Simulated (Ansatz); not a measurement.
Ionic part of the dielectric constant of BN at 25 GPa, mode by mode

These are results of DFT LDA, scalar-relativistic, plane waves, PAW (Ansatz), not measurements. Plane waves to 420 eV; Γ-centred k mesh 12×12×12; fixed occupations. No spin polarisation. Phonons by linear response, acoustic sum rule imposed.

It takes space group F-43m (No. 216, cubic). The conventional cell has a = 3.514 Å, b = 3.514 Å, c = 3.514 Å, α = 90.00°, β = 90.00°, γ = 90.00°. B (site symmetry -43m) has 4 N at 1.52 Å as nearest neighbours. N (site symmetry -43m) is surrounded by 4 B at 1.52 Å.

The primitive cell has V = 10.85 Å³ and ε∞,zz = 4.519. Each polar mode adds Δε = (4.92064×10⁷/V)·S/ν² along z, with S its oscillator strength in e²/amu, ν in cm⁻¹ and V in Å³.

**Question.** From these modes, find each Δε and ε0,zz.
| ν (cm⁻¹) | S_zz (e²/amu) |
| --- | --- |
| 1144.0 | 0.5617 |

**Answer.**
```json
{"ν (cm⁻¹)": "1144.0", "Δε": "1.95"}
```

The sum is 1.947, so ε0,zz = 6.47; the run's tensor has 6.47.

**Question.** Where do the longitudinal modes lie for a wave vector along z?

**Answer.** At 1368 cm⁻¹. The Lyddane–Sachs–Teller product Π(ν_LO/ν_TO)² = 1.43 matches ε0/ε∞ = 1.43.

Cost: 1 run of about 0.41 core-minutes, on Intel Xeon Processor @ 2.50GHz (Skylake/Cascade Lake) (shared hosts).

The static dielectric response of BN at this pressure is mainly electronic: ε∞ is 4.519, while the lattice adds 1.947. With two atoms in the primitive cell, zinc-blende BN has only one threefold-degenerate polar optical mode, so the whole ionic part comes from the B and N sublattices moving against each other, and cubic symmetry makes it the same in every direction. The light atoms raise both the oscillator strength and the squared frequency, so mass cancels from Δε. What remains is the balance between dynamical charge and restoring force, and the short, stiff sp³ bonds keep the ionic term modest despite clear bond polarity. That polarity shows in the rise from 1144.0 to 1368 cm⁻¹, where the macroscopic field of the longitudinal motion, screened by the electrons, adds to the restoring force. With a single polar mode, the Lyddane–Sachs–Teller agreement confirms internal consistency, not the accuracy of either dielectric constant. One pressure alone can't show whether compression strengthens or weakens the ionic share.
